**Subshell parts of the dipole and quadrupole polarisability of Os⁸⁺**

The table lists the contribution of each relativistic subshell to the static dipole (bohr³) and quadrupole (bohr⁵) polarisability of free Os⁸⁺, [Xe]4f¹⁴, from relativistic RPA with the no-pair Dirac-Coulomb Hamiltonian in a B-spline basis. The program fits nothing: it sums the parts, forms shares and per-electron ratios, lists the lowest empty orbital for each allowed channel, compares spin-orbit pairs with the $2j+1$ count and the dipole shielding with $N/Z$, and makes a one-line estimate of the dipole spectrum from $\alpha_1$ and $S(-4)$. The parts add to the coupled totals within rounding; 5p gives 87% of the dipole and 72% of the quadrupole, while 5s gives 0.5% and 21%, in line with a blocked 5s→5p and an open 5s→5d transition. The $2j+1$ count underestimates every pair ratio, most for p and least for f. The one-line estimate gives a mean excitation energy of 2.57 hartree (70 eV) and a strength of 9.5 out of 68 electrons.

Subshell contributions to the static dipole and quadrupole polarisabilities of Os8+ (Z = 76), [Xe] 4f14, computed with B-spline many-body code 1. Relativistic RPA (time-dependent Dirac-Hartree-Fock) with the no-pair Dirac-Coulomb Hamiltonian, a B-spline basis and a finite nucleus of rms radius 5.4126 fm.

## Script

```python
# Table: subshell parts of the static dipole (bohr^3) and quadrupole (bohr^5) polarisability
# of Os8+ [Xe]4f14; B-spline many-body code, relativistic RPA, no-pair Dirac-Coulomb.
# Tested: sums against run totals, shares, lowest open channels, 2j+1 counting, N/Z.
T = {
    'subshell': ['1s1/2', '2s1/2', '2p1/2', '2p3/2', '3s1/2', '3p1/2', '3p3/2', '3d3/2', '3d5/2', '4s1/2', '4p1/2', '4p3/2', '4d3/2', '4d5/2', '5s1/2', '5p1/2', '5p3/2', '4f5/2', '4f7/2'],
    'subshell_dipole_part': [None, None, None, None, None, None, 2.774e-05, 7.213e-05, 0.0001191, 7.924e-05, 9.697e-05, 0.0004681, 0.000917, 0.001639, 0.0072, 0.3034, 0.9425, 0.07196, 0.1025],  # bohr³
    'subshell_quadrupole_part': [None, None, None, None, None, None, None, None, 1.653e-05, 0.0001436, 0.0001628, 0.0006502, 0.004712, 0.008228, 0.3147, 0.2456, 0.8294, 0.03456, 0.04982],  # bohr⁵
}
import numpy as np
from scipy.constants import physical_constants as pc
S = T['subshell']
D = dict(zip(S, T['subshell_dipole_part']))
Q = dict(zip(S, T['subshell_quadrupole_part']))
# further results of the same run (whole ion): coupled, uncoupled
tot = {'dipole': (1.43093, 1.7345), 'quadrupole': (1.48812, 1.3555), 'octupole': (4.16597, 3.43498)}
shield, Sm4, Z, N = 0.895, 0.216653, 76, 68   # dipole shielding, Cauchy moment S(-4) (same run)
L = 'spdfgh'
occ = {s: int(s[2]) + 1 for s in S}            # 2j+1
empty = {0: 6, 1: 6, 2: 5, 3: 5, 4: 5, 5: 6}   # lowest empty n for each l
def targets(s, k):
    l = L.index(s[1])
    return ','.join(str(empty[m]) + L[m] for m in range(abs(l - k), l + k + 1, 2))
print('row occ | per electron: dipole bohr3, quadr bohr5 | quadr/dipole bohr2 | lowest empty targets dip; quadr')
for s in S:
    if D[s] is None:
        continue
    q = f'{Q[s]/occ[s]:.3e} | {Q[s]/D[s]:.2f}' if Q[s] is not None else 'not given | not given'
    print(f'{s} {occ[s]} | {D[s]/occ[s]:.3e}, {q} | {targets(s,1)}; {targets(s,2)}')
share = {}
for name, X in (('dipole', D), ('quadrupole', Q)):
    v = np.array([x for x in X.values() if x is not None])
    rnd = np.sum(0.5 * 10.0 ** (np.floor(np.log10(v)) - 3))
    c, u = tot[name]
    miss = sum(occ[s] for s in S if X[s] is None)
    print(f'{name}: sum {v.sum():.5f}, coupled {c}, diff {v.sum()-c:+.1e}, rounding limit {rnd:.1e}, uncoupled {u}')
    print(f'{name}: electrons in rows not given {miss}; largest/smallest part {v.max()/v.min():.2e}')
    assert abs(v.sum() - c) < rnd + 1e-5
    sh = {k: 100 * sum(X[s] or 0 for s in S if s[:2] == k) / c for k in ('5p', '5s', '4f', '4d', '4p', '4s', '3d')}
    share[name] = sh
    print(f'{name} shares %: ' + ', '.join(f'{k} {x:.3g}' for k, x in sh.items()))
print(f"share ratio quadrupole/dipole: 5s {share['quadrupole']['5s']/share['dipole']['5s']:.1f}, "
      f"4d {share['quadrupole']['4d']/share['dipole']['4d']:.2f}, 4f {share['quadrupole']['4f']/share['dipole']['4f']:.2f}")
print('upper j / lower j: 2j+1 count | dipole ratio (per electron) | quadrupole ratio (per electron)')
ex = {}
for a, b in (('5p3/2', '5p1/2'), ('4p3/2', '4p1/2'), ('4d5/2', '4d3/2'), ('3d5/2', '3d3/2'), ('4f7/2', '4f5/2')):
    o = occ[a] / occ[b]
    ex[a[:2]] = D[a] / D[b] / o
    q = f'{Q[a]/Q[b]:.2f} ({Q[a]/Q[b]/o:.2f})' if Q[b] is not None else 'not given'
    print(f'{a[:2]}: {o:.2f} | {D[a]/D[b]:.2f} ({ex[a[:2]]:.2f}) | {q}')
assert min(ex['5p'], ex['4p']) > ex['4d'] > ex['4f'] > 1
for k in ('s1/2', 'p1/2', 'p3/2'):
    print(f"n=5 over n=4, {k}: dipole {D['5'+k]/D['4'+k]:.0f}, quadrupole {Q['5'+k]/Q['4'+k]:.0f}")
def pe(X, k):
    r = [s for s in S if s[:2] == k]
    return sum(X[s] for s in r) / sum(occ[s] for s in r)
for a, b in (('5p', '5s'), ('5p', '4f'), ('4f', '5s'), ('4f', '4d')):
    print(f'per electron {a}/{b}: dipole {pe(D,a)/pe(D,b):.3g}, quadrupole {pe(Q,a)/pe(Q,b):.3g}')
assert pe(D, '5s') < pe(D, '4f') and pe(Q, '5s') > 10 * pe(Q, '4f')
print('coupled vs uncoupled total: ' + ', '.join(f'{k} {100*(c/u-1):+.1f}%' for k, (c, u) in tot.items()))
print(f'dipole shielding {shield}, N/Z = {N/Z:.4f}, field left at nucleus {100*(1-N/Z):.1f}%')
assert abs(shield - N / Z) < 5e-4
a = tot['dipole'][0]
w = np.sqrt(a / Sm4)
eV = pc['Hartree energy in eV'][0]
print(f'mean dipole excitation sqrt(alpha/S(-4)) = {w:.2f} hartree = {w*eV:.0f} eV')
print(f'one-line oscillator strength alpha^2/S(-4) = {a*a/Sm4:.1f}, electrons in ion {N}, in 5p 6')
```

It prints:

```
row occ | per electron: dipole bohr3, quadr bohr5 | quadr/dipole bohr2 | lowest empty targets dip; quadr
3p3/2 4 | 6.935e-06, not given | not given | 6s,5d; 6p,5f
3d3/2 4 | 1.803e-05, not given | not given | 6p,5f; 6s,5d,5g
3d5/2 6 | 1.985e-05, 2.755e-06 | 0.14 | 6p,5f; 6s,5d,5g
4s1/2 2 | 3.962e-05, 7.180e-05 | 1.81 | 6p; 5d
4p1/2 2 | 4.849e-05, 8.140e-05 | 1.68 | 6s,5d; 6p,5f
4p3/2 4 | 1.170e-04, 1.625e-04 | 1.39 | 6s,5d; 6p,5f
4d3/2 4 | 2.292e-04, 1.178e-03 | 5.14 | 6p,5f; 6s,5d,5g
4d5/2 6 | 2.732e-04, 1.371e-03 | 5.02 | 6p,5f; 6s,5d,5g
5s1/2 2 | 3.600e-03, 1.573e-01 | 43.71 | 6p; 5d
5p1/2 2 | 1.517e-01, 1.228e-01 | 0.81 | 6s,5d; 6p,5f
5p3/2 4 | 2.356e-01, 2.074e-01 | 0.88 | 6s,5d; 6p,5f
4f5/2 6 | 1.199e-02, 5.760e-03 | 0.48 | 5d,5g; 6p,5f,6h
4f7/2 8 | 1.281e-02, 6.228e-03 | 0.49 | 5d,5g; 6p,5f,6h
dipole: sum 1.43098, coupled 1.43093, diff +4.9e-05, rounding limit 1.6e-04, uncoupled 1.7345
dipole: electrons in rows not given 14; largest/smallest part 3.40e+04
dipole shares %: 5p 87.1, 5s 0.503, 4f 12.2, 4d 0.179, 4p 0.0395, 4s 0.00554, 3d 0.0134
quadrupole: sum 1.48799, coupled 1.48812, diff -1.3e-04, rounding limit 1.6e-04, uncoupled 1.3555
quadrupole: electrons in rows not given 22; largest/smallest part 5.02e+04
quadrupole shares %: 5p 72.2, 5s 21.1, 4f 5.67, 4d 0.87, 4p 0.0546, 4s 0.00965, 3d 0.00111
share ratio quadrupole/dipole: 5s 42.0, 4d 4.87, 4f 0.47
upper j / lower j: 2j+1 count | dipole ratio (per electron) | quadrupole ratio (per electron)
5p: 2.00 | 3.11 (1.55) | 3.38 (1.69)
4p: 2.00 | 4.83 (2.41) | 3.99 (2.00)
4d: 1.50 | 1.79 (1.19) | 1.75 (1.16)
3d: 1.50 | 1.65 (1.10) | not given
4f: 1.33 | 1.42 (1.07) | 1.44 (1.08)
n=5 over n=4, s1/2: dipole 91, quadrupole 2192
n=5 over n=4, p1/2: dipole 3129, quadrupole 1509
n=5 over n=4, p3/2: dipole 2013, quadrupole 1276
per electron 5p/5s: dipole 57.7, quadrupole 1.14
per electron 5p/4f: dipole 16.7, quadrupole 29.7
per electron 4f/5s: dipole 3.46, quadrupole 0.0383
per electron 4f/4d: dipole 48.8, quadrupole 4.66
coupled vs uncoupled total: dipole -17.5%, quadrupole +9.8%, octupole +21.3%
dipole shielding 0.895, N/Z = 0.8947, field left at nucleus 10.5%
mean dipole excitation sqrt(alpha/S(-4)) = 2.57 hartree = 70 eV
one-line oscillator strength alpha^2/S(-4) = 9.5, electrons in ion 68, in 5p 6
```
